# Plane-wave residual of a smooth Hankel envelope and overcompleteness in the PMT basis

The PMT basis (Kotani and van Schilfgaarde, 2010) joins two sets of envelope functions, plane waves up to a cutoff and atom-centred muffin-tin-orbital (MTO) envelopes, and augments both inside atomic spheres. Plane waves alone become complete as the cutoff grows, so at some cutoff they reproduce the MTO envelopes and the overlap matrix becomes nearly singular. We compute how much of an $s$ envelope lies beyond the cutoff and turn that into statements about the smallest overlap eigenvalue. At each **Predict**, stop and commit to an answer before reading on.

## 1. Premises and conventions

**P1. Fourier convention.** $\hat f(\mathbf q)=\int f(\mathbf r)e^{-i\mathbf q\cdot\mathbf r}d^3r$, so Parseval's theorem reads $\int|f|^2d^3r=(2\pi)^{-3}\int|\hat f|^2d^3q$. "Norm" below means this integral of $|f|^2$.

**P2. Envelopes.** The bare $s$ Hankel function is $h(r)=e^{-\kappa r}/r$, with energy $-\hbar^2\kappa^2/2m_e$. It solves $(\nabla^2-\kappa^2)h=-4\pi\delta(\mathbf r)$, hence $\hat h=4\pi/(q^2+\kappa^2)$. The smooth Hankel function (Bott, Methfessel, Krabs and Schmidt, 1998) replaces the delta function by a Gaussian of smoothing radius $r_s$:
$$(\nabla^2-\kappa^2)H=-4\pi\,e^{-\kappa^2r_s^2/4}\,\frac{e^{-r^2/r_s^2}}{\pi^{3/2}r_s^3}.$$
The unit-weight Gaussian has transform $e^{-q^2r_s^2/4}$, so
$$\hat H(q)=4\pi\,\frac{e^{-r_s^2(q^2+\kappa^2)/4}}{q^2+\kappa^2}.\tag{1}$$
The far tail is fixed by the pole at $q^2=-\kappa^2$, where the exponential equals 1, so $H\to e^{-\kappa r}/r$ for $r\gg r_s$ and $r\gg\kappa r_s^2$. Both functions have the unit m$^{-1}$ and their norms the unit m. The angular factor $Y_{00}$ is left out; it cancels in every ratio.

**P3. Cell.** A cubic cell of edge $L$ and volume $\Omega$ at the $\Gamma$ point, with orthonormal plane waves $e^{i\mathbf K\cdot\mathbf r}/\sqrt\Omega$ for reciprocal vectors $|\mathbf K|\le G$. The cutoff energy is $E_G=\hbar^2G^2/2m_e$.

**P4. Overlap.** Overlaps are taken between envelopes over the whole cell, before augmentation, each function scaled to unit norm. Section 7 examines what augmentation changes.

**P5. Large cell.** $\Omega^{-1}\sum_{\mathbf K}\to(2\pi)^{-3}\int d^3q$. Section 7 gives the size of the corrections.

## 2. The residual as a radial integral

The periodic sum of $H$ over all cells has the component $\hat H(K)/\sqrt\Omega$ on each normalised plane wave. The part that the plane waves cannot represent has norm $R(G)=\Omega^{-1}\sum_{K>G}|\hat H(K)|^2$.

> **Predict.** After P5 and the angular integral, what pure number stands in front of the radial integral?

Collect $(4\pi)^2$ from (1), $4\pi$ from the angles and $(2\pi)^{-3}$: $64\pi^3/8\pi^3=8$. Squaring doubles the exponent, so with $a=r_s^2/2$
$$R(G)=8\int_G^\infty\frac{q^2\,e^{-a(q^2+\kappa^2)}}{(q^2+\kappa^2)^2}\,dq.\tag{2}$$

**Bare Hankel** ($a=0$). Write $q^2/(q^2+\kappa^2)^2=-\tfrac q2\,\frac{d}{dq}(q^2+\kappa^2)^{-1}$ and integrate by parts. The boundary term is $G/[2(G^2+\kappa^2)]$, and what remains is $\tfrac12\int_G^\infty dq/(q^2+\kappa^2)=\arctan(\kappa/G)/2\kappa$:
$$R_0(G)=\frac4\kappa\arctan\frac\kappa G+\frac{4G}{G^2+\kappa^2}\;\to\;\frac8G\quad(G\gg\kappa).\tag{3}$$
Each term supplies $4/G$. At $G=0$ the full norm is $N_0=2\pi/\kappa$, which equals $4\pi\int_0^\infty e^{-2\kappa r}dr$ as it must. The slow $1/G$ decay comes from the $1/r$ singularity at the centre.

**Full norm of $H$.** The same integration by parts from $q=0$ has no boundary term and differentiates $q\,e^{-aq^2}$:
$$N=4\int_0^\infty\frac{(1-2aq^2)\,e^{-a(q^2+\kappa^2)}}{q^2+\kappa^2}dq .$$
Put $1-2aq^2=(1+2a\kappa^2)-2a(q^2+\kappa^2)$. The second piece is a Gaussian integral and gives $-4\sqrt{\pi a}\,e^{-a\kappa^2}$. The first needs $J(a)=\int_0^\infty e^{-a(q^2+\kappa^2)}(q^2+\kappa^2)^{-1}dq$. Since $dJ/da=-\tfrac12\sqrt{\pi/a}\,e^{-a\kappa^2}$ and $J(\infty)=0$, the substitution $t=\kappa\sqrt{a}$ gives $J=(\pi/2\kappa)\,\mathrm{erfc}(\kappa\sqrt a)$. Therefore
$$N=\frac{2\pi}{\kappa}\left[(1+\kappa^2r_s^2)\,\mathrm{erfc}\frac{\kappa r_s}{\sqrt2}-\sqrt{\frac2\pi}\,\kappa r_s\,e^{-\kappa^2r_s^2/2}\right],\tag{4}$$
which returns $N_0$ at $r_s=0$.

## 3. Large cutoff: limit, ceiling and floor

> **Predict.** For $r_sG\gg1$, how wide is the range of $q$ that contributes to (2), and what power of $G$ multiplies the exponential?

Substitute $u=a(q^2-G^2)$, so that $q\,dq=du/r_s^2$ and $q^2=G^2+2u/r_s^2$:
$$R(G)=\frac{8\,e^{-r_s^2(G^2+\kappa^2)/2}}{r_s^2}\int_0^\infty e^{-u}f\,du,\qquad f=\frac{q}{(q^2+\kappa^2)^2}.\tag{5}$$
This is exact. The weight confines $u$ to order 1, a shell of width $1/(r_s^2G)$ above $G$. One of the two powers of $q$ in the numerator went into $du$, which leaves $f\sim q^{-3}$.

**Limit.** Expand $G^3f=1-3u/(r_sG)^2-2\kappa^2/G^2+\dots$ and use $\int_0^\infty u\,e^{-u}du=1$:
$$R=R_\infty\left[1-\frac{3+2\kappa^2r_s^2}{(r_sG)^2}+\dots\right],\qquad R_\infty=\frac{8\,e^{-r_s^2(G^2+\kappa^2)/2}}{r_s^2G^3}.\tag{6}$$
So $R/R_\infty\to1$, under two conditions, $r_sG\gg1$ and $G\gg\kappa$. The limit $r_s\to0$ of $R_\infty$ diverges and does not lead back to $8/G$: the two results belong to the opposite regimes $r_sG\gg1$ and $r_sG\ll1$.

> **Predict.** Is $R_\infty$ above or below $R$, and for which $G$ can you prove it?

**Ceiling.** $f\le q^{-3}\le G^{-3}$ for all $q\ge G$, so $R\le R_\infty$ for every $G>0$.

**Floor.** With $y=q^2$, differentiating $f=y^{1/2}(y+\kappa^2)^{-2}$ twice gives
$$\frac{f''}{f}=\frac{15y^2-10y\kappa^2-\kappa^4}{4y^2(y+\kappa^2)^2},$$
whose numerator is $4\kappa^4$ at $y=\kappa^2$ and increases beyond. For $G\ge\kappa$, $f$ is thus convex in $u$, and Jensen's inequality with mean $u=1$ gives
$$R\ge R_<=\frac{8\,e^{-r_s^2(G^2+\kappa^2)/2}}{r_s^2}\,\frac{(G^2+2/r_s^2)^{1/2}}{(G^2+\kappa^2+2/r_s^2)^2}.\tag{7}$$

Define the residual fraction $\eta=R/N$, with $0<\eta\le1$, and likewise $\eta_\infty$, $\eta_<$ and $\eta_0=R_0/N_0$. Both $R$ and $N$ scale as $r_s$, so $\eta$ depends only on $r_sG$ and $\kappa r_s$.

## 4. From the residual to the overlap spectrum

The overlap among MTO envelopes alone does not depend on $G$. The matrix that matters is the overlap $S$ of the joint set, envelopes plus plane waves. Take one normalised envelope $\phi$ and let $\mathbf c$ be its components on the $M$ retained plane waves, so that $|\mathbf c|^2=1-\eta$:
$$S=\begin{pmatrix}1&\mathbf c^\dagger\\ \mathbf c&\mathbb 1\end{pmatrix}.$$

> **Predict.** Which coefficient vector builds the smallest function, and is its Rayleigh quotient $\eta$?

Subtract from $\phi$ its plane-wave part: $\mathbf x=(1,-\mathbf c)$. The function built is the residual, so $\mathbf x^\dagger S\mathbf x=\eta$. The vector itself has $\mathbf x^\dagger\mathbf x=1+|\mathbf c|^2=2-\eta$. The Rayleigh principle gives $\lambda_{\min}\le\eta/(2-\eta)\le\eta$, with a factor near $\tfrac12$ that is easily missed.

The exact spectrum follows as quickly. The $M-1$ plane-wave combinations orthogonal to $\mathbf c$ have eigenvalue 1. In the remaining plane, spanned by $\phi$ and the unit vector along $\mathbf c$, the matrix has diagonal 1 and off-diagonal $|\mathbf c|$, with eigenvalues $1\pm|\mathbf c|$:
$$\lambda_1=1-\sqrt{1-\eta}=\frac\eta2+\frac{\eta^2}8+\dots\tag{8}$$

**More envelopes.** Pad the eigenvector of (8) with zeros for all added functions. Its Rayleigh quotient is unchanged, so the minimum cannot rise. For any normalised basis that contains $\phi$ and the plane waves,
$$\lambda_{\min}\le1-\sqrt{1-\eta}\le\eta\le\eta_\infty=\frac{8\,e^{-r_s^2(G^2+\kappa^2)/2}}{r_s^2G^3N}.\tag{9}$$
The middle step holds because $\sqrt{1-\eta}\ge1-\eta$. The first two steps are exact in a finite cell with the discrete $\eta$; the last uses P5.

A sharper tool for $n$ envelopes: let $O$ be their mutual overlap, $C$ the $M\times n$ matrix of plane-wave components and $\rho=O-C^\dagger C$ the overlap of the residuals, with diagonal $\eta_i$. For $\mathbf x=(\mathbf y,-C\mathbf y)$ one finds $\mathbf x^\dagger S\mathbf x=\mathbf y^\dagger\rho\,\mathbf y$ and $\mathbf x^\dagger\mathbf x\ge\mathbf y^\dagger\mathbf y$, so
$$\lambda_{\min}(S)\le\lambda_{\min}(\rho)\le\min_i\eta_i.\tag{10}$$

## 5. The cutoff for linear dependence

At finite $G$ the dependence is never exact, since $\eta>0$, so "onset" needs a convention. The unit-norm function along the lowest eigenvector has coefficients of length $\lambda_{\min}^{-1/2}$. Numerical noise of size $\delta$ (in the spectral norm) in $S$ then changes its computed norm by up to $\delta/\lambda_{\min}$, and noise in the Hamiltonian matrix is amplified by the same factor. We call the basis dependent when $\lambda_{\min}<\tau$, with $\tau$ chosen well above $\delta$.

> **Predict.** Set $\eta_\infty=\tau$. Does the solution mark the cutoff below which the basis is safe, or the cutoff above which it is surely dependent?

Equation (9) is a ceiling, so it marks the second. With $x=r_sG$ the condition reads $x^3e^{x^2/2}=B$, where $B=8r_se^{-\kappa^2r_s^2/2}/(N\tau)$. Raise to the power $2/3$ and divide by 3: $(x^2/3)e^{x^2/3}=B^{2/3}/3$, so
$$G^*=\frac1{r_s}\sqrt{3\,W\!\left(B^{2/3}/3\right)},\tag{11}$$
with $W$ the Lambert function, $W e^W=z$. For $G\ge G^*$ the basis is dependent; the onset lies at or below $G^*$. A factor $g$ in $B$ shifts $x$ by only $\ln g/(x+3/x)$ to first order, so prefactors of order one matter little. For one bare envelope (3) and (8) give $\lambda_1\simeq2\kappa/\pi G$ and an onset at $G\simeq2\kappa/\pi\tau$, out of reach for small $\tau$.

## 6. Two equal atoms

Place the same envelope at $\pm\mathbf d/2$. The shift multiplies the cross term by $e^{i\mathbf q\cdot\mathbf d}$, whose angular average is $j_0(qd)=\sin(qd)/qd$. The normalised overlap $s$ and the residual overlap $\eta_{12}$ are
$$\left.\begin{matrix}s\\ \eta_{12}\end{matrix}\right\}=\frac8N\int_{0\ \text{or}\ G}^\infty\frac{q^2e^{-a(q^2+\kappa^2)}}{(q^2+\kappa^2)^2}\,j_0(qd)\,dq,\qquad|\eta_{12}|\le\frac{\eta}{Gd}.\tag{12}$$

> **Predict.** Does the bonding or the antibonding combination give the lower eigenvalue?

Inversion through the bond centre maps the retained plane waves onto themselves, so even ($+$) and odd ($-$) functions decouple. The coefficient vector $(1,\pm1)/\sqrt2$ builds a function of norm $o_\pm=1\pm s$ with residual norm $\rho_\pm=\eta\pm\eta_{12}$. As in section 4, each sector reduces to a $2\times2$ block with diagonal $(o_\pm,1)$ and squared off-diagonal $o_\pm-\rho_\pm$. Its trace is $2\pm s$ and its determinant $\rho_\pm$:
$$\lambda_\pm=\tfrac12\left[(2\pm s)-\sqrt{(2\pm s)^2-4\rho_\pm}\right]\simeq\frac{\eta\pm\eta_{12}}{2\pm s}.\tag{13}$$
In the last form $\lambda_+<\lambda_-$ exactly when $2\eta_{12}<s\,\eta$, which (12) guarantees for $s>2/Gd$. The bonding combination is then the more dependent one: its norm is enhanced by $s$, carried by small $q$, while the residuals of the two atoms hardly overlap.

## 7. Range of validity

**Asymptotic form.** $R_\infty$ is a ceiling at any $G$ and an estimate only for $(r_sG)^2\gg3+2\kappa^2r_s^2$. The floor (7) needs $G\ge\kappa$.

**Images.** The full sum over $\mathbf K$ equals the integral plus overlaps with periodic images. To size them write $e^{-aw}/w^2=-\partial_{\kappa^2}(e^{-aw}/w)-a\,e^{-aw}/w$ with $w=q^2+\kappa^2$. By (1), $4\pi e^{-aw}/w$ is the transform of a smooth Hankel function of radius $\sqrt2\,r_s$, with tail $e^{-\kappa D}/D$. The overlap at large distance $D$ is then $(2\pi/\kappa)e^{-\kappa D}(1-\kappa r_s^2/D)$.

**Shells.** The cut sum is a staircase in $G$. In a cubic cell $K^2$ is an integer times $(2\pi/L)^2$, so one step lowers $R$ on average by the fraction $a(2\pi/L)^2=2\pi^2r_s^2/L^2$ to leading order in $1/(r_sG)^2$. Single steps scatter about this by factors of order one, and some are absent, because not every integer is a sum of three squares.

**Several envelopes per site.** For two $s$ envelopes with equal $r_s$ and decay constants $\kappa_1,\kappa_2$, the residuals differ by the factor $g=(q^2+\kappa_1^2)/(q^2+\kappa_2^2)$ times a constant. The angle between them obeys $\sin^2\theta=1-\langle g\rangle^2/\langle g^2\rangle$, averaged with the weight $e^{-u}f$ of the first. To leading order $|dg/du|=2|\kappa_1^2-\kappa_2^2|/r_s^2G^4$ and $u$ has unit variance, so $\sin^2\theta\simeq4(\kappa_1^2-\kappa_2^2)^2/r_s^4G^8$. The matrix $\rho$ has determinant $\eta_1\eta_2\sin^2\theta$ and larger eigenvalue at least $\eta_2$, so (10) gives $\lambda_{\min}\le\eta_1\sin^2\theta$. Equation (9) stays true but becomes loose.

**Augmentation.** Inside each sphere the components up to some $l_{\max}$ are replaced by radial solutions matched in value and slope. This map is linear, so the coefficient vector $\mathbf x$ of section 4 builds the augmented residual. Its norm is at most $R$ from the parts left unreplaced, plus a quadratic form, with coefficients independent of $G$, in the values and slopes of the residual $\delta H$ on the spheres. From (1), using $|e^{i\mathbf q\cdot\mathbf r}|=1$, $q^2/(q^2+\kappa^2)\le1$ and $1\le q/G$,
$$|\delta H|\le\frac{4\,e^{-r_s^2(G^2+\kappa^2)/4}}{\pi r_s^2G},\qquad|\nabla\delta H|\le\frac{4\,e^{-r_s^2(G^2+\kappa^2)/4}}{\pi r_s^2}$$
at every point. Squared, these carry the exponential of (6). The augmented overlap therefore has a ceiling with the same exponent, while the prefactor and the power of $G$ are not preserved. Augmentation also discards the interior shape that distinguishes the envelope from plane waves, so other vectors may lie lower. For the bare function, whose residual stems from the singularity inside the sphere, $8/G$ describes the envelope only and says little about the augmented overlap.

**Angular momentum.** Envelopes with $l>0$ carry an extra $q^l$ in (1), which changes the powers of $G$ and the norm but not the exponent.

## 8. Numerical illustration: O$_2$ in a large cell

O$_2$ is the process gas of dry thermal oxidation of silicon. Inputs: bond length $d\approx121$ pm (typical value), and the illustrative choices $r_s=50$ pm, $\kappa=20$ nm$^{-1}$, $L=1.5$ nm, $\tau=10^{-6}$, one $s$ envelope per atom. Then $\kappa r_s=1$, $d/r_s=2.42$, and the envelope energy is $-15.2$ eV. Equation (4) gives $N=0.9467\,r_s=47.3$ pm, against $N_0=314$ pm. Quadrature of (2) gives, for $L\to\infty$:

| $G$ (nm$^{-1}$) | $E_G$ (eV) | $\eta_<$ | $\eta$ | $\eta_\infty$ | $\eta_0$ |
|---|---|---|---|---|---|
| 40 | 61.0 | $3.47\times10^{-2}$ | $3.82\times10^{-2}$ | $8.67\times10^{-2}$ | 0.550 |
| 60 | 137 | $1.31\times10^{-3}$ | $1.36\times10^{-3}$ | $2.11\times10^{-3}$ | 0.396 |
| 80 | 244 | $2.02\times10^{-5}$ | $2.05\times10^{-5}$ | $2.69\times10^{-5}$ | 0.306 |
| 100 | 381 | $1.27\times10^{-7}$ | $1.28\times10^{-7}$ | $1.53\times10^{-7}$ | 0.248 |

The limit form overshoots by a factor 2.3 in the first row and still by 1.2 in the last; the floor (7) is the closer estimate in every row. The smooth fraction falls by more than five decades while the bare one roughly halves.

> **Predict.** At $G=80$ nm$^{-1}$, is the lowest eigenvalue of the molecule nearer to $\eta$ or to $\eta/2$, and on which side?

One envelope alone has $\lambda_1=1.03\times10^{-5}$ by (8). Quadrature of (12) gives $s=0.352$ and $\eta_{12}/\eta=-0.058$, inside the bound $1/Gd=0.103$. Equation (13) yields $\lambda_+=8.2\times10^{-6}$ and $\lambda_-=1.3\times10^{-5}$: the lowest eigenvalue lies somewhat below $\eta/2$.

Neglected terms in the 1.5 nm cell, which holds about $G^3L^3/6\pi^2=2.9\times10^4$ plane waves at this cutoff: the nearest image overlap, at $D=L-d$, is $6.7\times10^{-12}$ of $N$ and is harmless. The mean shell step is 0.022, a sizeable part of the term $\eta_{12}/\eta$, so in this cell only two figures of $\eta$ and $\lambda_\pm$ have meaning.

Cutoffs for $\tau=10^{-6}$:

- Ceiling (11): $B=5.125\times10^6$, $r_sG^*=4.655$, $G^*=93.1$ nm$^{-1}$, $E_G=330$ eV.
- One envelope, $\lambda_1=\tau$ with the exact $\eta$: $r_sG=4.48$, $G=89.6$ nm$^{-1}$, $E_G=306$ eV.
- Molecule, $\lambda_+=\tau$: $G=89$ nm$^{-1}$, $E_G=3.0\times10^2$ eV, or $4.8\times10^{-17}$ J.
- One bare envelope: $G\simeq6.4\times10^5\,\kappa$.

These numbers are the model's and describe the chosen basis, not oxygen. PMT calculations typically run with plane-wave cutoffs of roughly 30 to 80 eV, several times below the model's onset, so one compact $s$ envelope per atom causes no dependence there. The model's onset is too high for a richer basis. Doubling $r_s$ at fixed $\kappa r_s$ cuts the single-envelope energy to a quarter. Adding a second envelope with $\kappa_2^2=2\kappa^2$ gives, at 80 nm$^{-1}$, $\sin^2\theta\approx2\times10^{-5}$ by quadrature (the leading-order form gives $6\times10^{-5}$, an order of magnitude only), so $\lambda_{\min}\le\eta\sin^2\theta$ is already below $10^{-9}$ at a cutoff where one envelope per atom gives $8.2\times10^{-6}$.